**Student:** I don't believe the factor 3. You said that a bright state spread over $N$ eigenstates survives at long times with probability $3/N$. Here is a bright state $|b\rangle$ at energy zero, coupled by $V$ to two dark states at $\pm V$:

$$H=V\begin{pmatrix}0&1&1\\1&1&0\\1&0&-1\end{pmatrix}.$$

The eigenvalues are $0,\pm\sqrt3\,V$, and each eigenstate has bright weight $p_n=\langle n|b\rangle^2=1/3$. So $C(t)=\sum_n p_n e^{-iE_nt/\hbar}=[1+2\cos(\sqrt3Vt/\hbar)]/3$, and $|C|^2$ averages to $1/3$. That is $1/N$, and your $3/N$ would be 1.

**Lecturer:** Your algebra is right. Without degeneracies the cross terms average out and the time mean is $\bar P=\sum_n p_n^2$. The amplitudes $c_n=\langle n|b\rangle$ form a unit vector. Yours has $|c_n|=1/\sqrt3$, which is where $\sum_n c_n^4$ is smallest. "Strongly mixed" means something else: no direction of that vector is preferred. Draw a real symmetric $N\times N$ matrix with weight $\exp(-\mathrm{Tr}H^2/4\sigma^2)$, so that off-diagonal elements have variance $\sigma^2$ and diagonal ones $2\sigma^2$. The trace is unchanged under $H\to OHO^T$ for any orthogonal $O$. The eigenvector frame is therefore uniformly oriented, and $\mathbf c$ is uniform on the unit sphere.

**Student:** Show me that where I can diagonalise by hand.

**Lecturer:** Take $N=2$. The mixing angle obeys $\tan2\theta=2H_{12}/(H_{11}-H_{22})$. Numerator and denominator are independent Gaussians, each of variance $4\sigma^2$, so $2\theta$ is uniform. Then $\langle\bar P\rangle=\langle\cos^4\theta+\sin^4\theta\rangle=3/4$. Now your size, $N=3$. A band of a sphere between two parallel planes has an area proportional to their distance, so $|c|$ is uniform on $[0,1]$. Define the reduced intensity $y=p/\langle p\rangle=Nc^2$. With $|c|=\sqrt{y/3}$,

$$f_3(y)=\frac{1}{2\sqrt{3y}}\quad(0<y<3),\qquad \langle y^2\rangle=9\int_0^1c^4\,dc=\frac95,\qquad \langle\bar P\rangle=3\langle c^4\rangle=\frac35 .$$

The pile-up of weak lines as $y^{-1/2}$ is already there. It is only the Jacobian $d|c|/dy$ acting on an amplitude density that is finite at zero.

**Student:** But $3/5$ is not $3/N$ either.

**Lecturer:** No, $3/N$ is a limit. In $N$ dimensions the slice at height $c$ is a sphere of radius $\sqrt{1-c^2}$ and dimension $N-2$, with slant width $dc/\sqrt{1-c^2}$. The density of $c$ is thus proportional to $(1-c^2)^{(N-3)/2}$, and

$$f_N(y)=\frac{\Gamma(N/2)}{\sqrt{\pi N}\,\Gamma\!\left(\frac{N-1}{2}\right)}\;y^{-1/2}\left(1-\frac yN\right)^{(N-3)/2}.$$

For large $N$ the ratio of gamma functions tends to $\sqrt{N/2}$ and the bracket to $e^{-y/2}$. That leaves $(2\pi y)^{-1/2}e^{-y/2}$, the distribution of Porter and Thomas (1956). The second moment is a beta integral:

$$\langle y^2\rangle=\frac{3N}{N+2},\qquad \langle\bar P\rangle=\frac{\langle y^2\rangle}{N}=\frac{3}{N+2}.$$

The 3 is the fourth moment of a real Gaussian amplitude of unit variance. The shorthand $3/N$ is too high by the factor $1+2/N$, which is 10 per cent at $N=20$. Here is the comparison, with $F$ the fraction of lines below $y_0=0.1$.

| $N$ | $\langle y^2\rangle$ | $\langle\bar P\rangle$ | $3/N$ | $F(0.1)$ |
|---|---|---|---|---|
| 2 | 1.50 | 0.750 | 1.500 | 0.144 |
| 3 | 1.80 | 0.600 | 1.000 | 0.183 |
| 10 | 2.50 | 0.250 | 0.300 | 0.230 |
| 30 | 2.81 | 0.094 | 0.100 | 0.242 |
| $\infty$ | 3 | 0 | 0 | 0.248 |

The closed forms are $F=(2/\pi)\arcsin\sqrt{y_0/2}$ for $N=2$, $F=\sqrt{y_0/3}$ for $N=3$, and $F=\mathrm{erf}\sqrt{y_0/2}$ in the limit, where $\sqrt y$ is the modulus of a unit Gaussian.

**Student:** A CS$_2$ molecule has one Hamiltonian. It doesn't draw matrices.

**Lecturer:** The ensemble stands for many clumps of lines, from different bright levels and different $J$, each scaled to its own mean. One clump scatters. Write $\mathbf c=\mathbf x/|\mathbf x|$ with independent unit Gaussians $x_n$, whose direction is independent of their length. Then $\langle c_1^8\rangle=105/D$ and $\langle c_1^4c_2^4\rangle=9/D$, with $D=\langle|\mathbf x|^8\rangle=N(N+2)(N+4)(N+6)$. Summing $N$ terms of the first kind and $N(N-1)$ of the second and subtracting $\langle\bar P\rangle^2$ gives

$$\frac{\delta\bar P}{\langle\bar P\rangle}=\frac13\sqrt{\frac{24(N-1)}{(N+4)(N+6)}}$$

for the relative standard deviation. It is 0.29 at $N=3$ and still 0.25 at $N=30$. A single value of $\bar P$ fixes $N$ only that loosely.

**Student:** Why should the V system have real amplitudes? Triplets bring spin–orbit coupling, which looks complex.

**Lecturer:** The molecule has an even number of electrons and, free of fields, time-reversal and rotational symmetry. Within a block of fixed $J$, $M$ and parity the phases can then be chosen so that $H$ is real, spin–orbit terms included. The bright state is a rovibronic level of the state usually assigned as bent $V\,{}^1B_2$, derived from linear ${}^1\Delta_u$, with absorption typically near 318 nm, or 3.90 eV. The dark partners are levels of the same exact symmetry from lower singlet and triplet states and from high in the ground state. Only those count in $N$.

**Student:** Then give me the lifetime. It is $N$ times longer, you said.

**Lecturer:** Ask which average. Add $-i\hbar|b\rangle\langle b|/2\tau_b$ to $H$, with dark states that do not emit. To first order level $n$ decays at the rate $p_n/\tau_b$, so $\tau_n=N\tau_b/y_n$. Assume $\tau_b=3\ \mu$s, a typical order inferred from the integrated absorption, and assume $V\approx\sigma=1\times10^{-5}$ eV. The width $\hbar/\tau_b=2.2\times10^{-10}$ eV is far below the spacings, so first order is safe. Your beat period $2\pi\hbar/\sqrt3V=0.24$ ns is far below $\tau_b$, so there is a window of time in which $\bar P$ has a meaning. For $N=3$ the model gives:

- The mean rate over lines is $1/N\tau_b$, because $\sum_np_n=1$. Its inverse is 9 $\mu$s.
- The intensity-weighted mean lifetime is $\sum_np_n\tau_n=N\tau_b$, again 9 $\mu$s, for every clump, yours included.
- The intensity-weighted mean rate is $\bar P/\tau_b$. Its ensemble mean has the inverse $(N+2)\tau_b/3$, which is 5 $\mu$s.
- The median line has $|c|=1/2$ and lives $4\tau_b$, which is 12 $\mu$s. For large $N$ the median is $y=0.455$ and the factor is $2.2N$.
- The plain ensemble mean of $\tau_n$ over lines is $\tau_b\int_0^1dc/c^2$, which diverges.

So "about $N$" is exact for two averages and fails for the others. The strong lines that one actually excites live nearer $(N+2)\tau_b/3$.

**Student:** An infinite mean lifetime can't be observed.

**Lecturer:** It comes from lines too weak to see. At $y_0=0.1$ the longest lifetime on view is $N\tau_b/y_0=90\ \mu$s. The hidden lines are many and carry little. For $N=3$ their share of the intensity is $\int_0^{c_0}3c^2dc=(y_0/3)^{3/2}=0.0061$, with $c_0=\sqrt{y_0/3}$. In the limit it is

$$\int_0^{y_0}y\,f_\infty\,dy=\mathrm{erf}\sqrt{y_0/2}-\sqrt{2y_0/\pi}\,e^{-y_0/2}=0.0082 .$$

A quarter of the lines hold under one per cent of the intensity. There is a trap here. $y_0$ refers to the true mean, while the mean of the visible lines is $(1-0.0082)/(1-0.248)=1.32$ times larger. Normalising to it, or counting lines to get $N$, understates the dilution. Blends hide lines as well. For an assumed mass of 76 u (main isotopologue ${}^{12}$C${}^{32}$S$_2$) at 300 K the Doppler width $E\sqrt{8\ln2\,k_BT/mc_{\rm light}^2}$ is $5.5\times10^{-6}$ eV, about half the assumed $\sigma$, so the test wants a cold, collimated jet.

**Student:** And does CS$_2$ behave like your three levels?

**Lecturer:** Treat those microseconds as the model's. As typical knowledge, not as a measurement, collision-free lifetimes in this region run from a few to roughly 15 $\mu$s. I chose $\tau_b$ and a small $N$ with that in mind, so landing in the range proves nothing. Douglas (1966) discussed such long lifetimes for NO$_2$, SO$_2$ and CS$_2$ in terms of mixing with dark levels. Three things lie outside the model. First, a bent upper state emits to excited bending levels. If the mean photon is an assumed 0.50 eV lower, the cubic energy factor alone lengthens the lifetime inferred from absorption by about $(3.90/3.40)^3=1.5$, which is not small beside $N=3$. Second, a partner that is dark in absorption from the vibrationless ground level but belongs to the V state itself still emits. It dilutes the intensity and hardly the rate. Third, the invariant ensemble gives every line the same expected weight $1/N$. In a real clump the expected weight $\langle p_n\rangle$ falls off with distance from the bright level. One must then define $y_n=p_n/\langle p_n\rangle$ locally, and for many lines with Gaussian amplitudes $\langle\bar P\rangle\approx3\sum_n\langle p_n\rangle^2$, so that $N$ becomes $1/\sum_n\langle p_n\rangle^2$. Where one strong line has a few weak satellites, the coupling is below the spacing, $\mathbf c$ stays near one axis of the sphere, and $\bar P$ lies close to 1, above the ensemble mean $3/(N+2)$.